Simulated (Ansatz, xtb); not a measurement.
# BrFH6Si3: which of two isomers lies lower

We compare I, `F[SiH2][SiH2][SiH2]Br`, a singlet, with II, `F[Si]([SiH3])([SiH3])Br`, a singlet. Both are isolated molecules in the gas phase, relaxed with B3LYP/def2-SVP; each stands in its lowest conformer found.

I (Å):

```xyz
11

Br   -2.4873    0.1321    1.4127
F     1.6887   -3.0386   -1.1298
Si    0.7155   -2.1952   -0.1216
Si    0.2752   -0.0894   -1.0868
Si   -0.7944    1.3074    0.4825
H    -0.5359   -2.9759    0.0739
H     1.4246   -2.0396    1.1798
H     1.5551    0.5580   -1.5097
H    -0.6069   -0.2372   -2.2826
H     0.1315    1.7056    1.5803
H    -1.3734    2.5341   -0.1330
```

II (Å):

```xyz
11

Br   -1.3877    0.8893   -3.0593
F    -1.9829    0.1659   -0.0405
Si   -0.6618    0.3821   -0.9836
Si    0.4781   -1.6787   -1.1202
Si    0.5122    2.2595   -0.1701
H    -0.4315   -2.7131   -1.6891
H     1.6671   -1.5063   -2.0044
H     0.9333   -2.0993    0.2378
H     0.9711    2.0061    1.2276
H     1.7002    2.4913   -1.0419
H    -0.3790    3.4536   -0.1988
```

Quicker runs give these differences E(II) − E(I): GFN2-xTB +0.223 eV; HF/STO-3G −0.111 eV (at GFN2-xTB geometries); r2SCAN-D4/def2-SVP −0.152 eV (at GFN2-xTB geometries).

Problem. Which of the two would you expect CCSD(T)/def2-SVP + ΔMP2/def2-TZVPP electronic energies to favour?

Solution. Too close to call at this level: CCSD(T)/def2-SVP + ΔMP2/def2-TZVPP gives E(II) − E(I) = −0.037 eV.

The same difference at several levels:

```tsv
level	geometry	E(II) − E(I) (eV)	departure from the last row (eV)	job, with rough time for the two
GFN2-xTB	GFN2-xTB	+0.223	+0.259	optimisation, 0.43 s
HF/STO-3G	GFN2-xTB	−0.111	−0.074	single point, 0.68 s
r2SCAN-D4/def2-SVP	GFN2-xTB	−0.152	−0.116	single point, 3.9 s
B3LYP/def2-SVP	B3LYP/def2-SVP	−0.088	−0.051	optimisation, 67 s
HF/def2-SVP	B3LYP/def2-SVP	+0.016	+0.053	part of the CCSD(T) run
MP2/def2-SVP	B3LYP/def2-SVP	−0.031	+0.005	part of the CCSD(T) run
CCSD(T)/def2-SVP	B3LYP/def2-SVP	−0.039	−0.002	single point
CCSD(T)/def2-SVP + ΔMP2/def2-TZVPP	B3LYP/def2-SVP	−0.037		single point, 47 s
```

As drawn, both hold the same kinds of bond in the same numbers.

The largest departure from CCSD(T)/def2-SVP + ΔMP2/def2-TZVPP is that of GFN2-xTB, 0.259 eV. The last row adds to CCSD(T) the change of the MP2 difference between the two basis sets, here +0.002 eV.

With thermal terms from frequencies at re-optimised GFN2-xTB minima (ideal gas, soft modes damped towards free rotors, one conformer each, 298.15 K, 1 atm): the zero-point term adds −0.033 eV; ΔH is −0.049 and ΔG −0.089 eV.

The correlated steps freeze 25 core orbitals; the filled d shell of Br is correlated, in a basis made for valence electrons. Programs: Ansatz 0.2.0, xtb 6.7.1; the last row on 2 threads of Intel(R) Xeon(R) Platinum 8488C (Sapphire Rapids) on a shared host.

The two isomers are nearly degenerate electronically, with a slight lean towards II that is too small to settle the order. Both are trisilanes with the same set of bonds, so the bond energies largely cancel and what remains is the effect of halogen placement. Putting F and Br on one silicon allows donation from halogen lone pairs into the neighbouring Si–halogen σ* orbital, the geminal stabilisation familiar from halosilanes. Repulsion between the two halogens probably offsets much of it.

In the same basis and at the same geometries, Hartree–Fock gives +0.016 eV and CCSD(T) −0.039 eV, so correlation tips the balance towards II. This suggests greater correlation between the electron clouds of the adjacent halogens. MP2 already captures most of this shift.

The zero-point term, −0.033 eV, is about as large as the electronic preference, and entropy favours II further. The free-energy lead is probably overstated, however, because I has several distinct backbone rotamers, whereas turning the symmetric silyl groups of II creates no new ones.
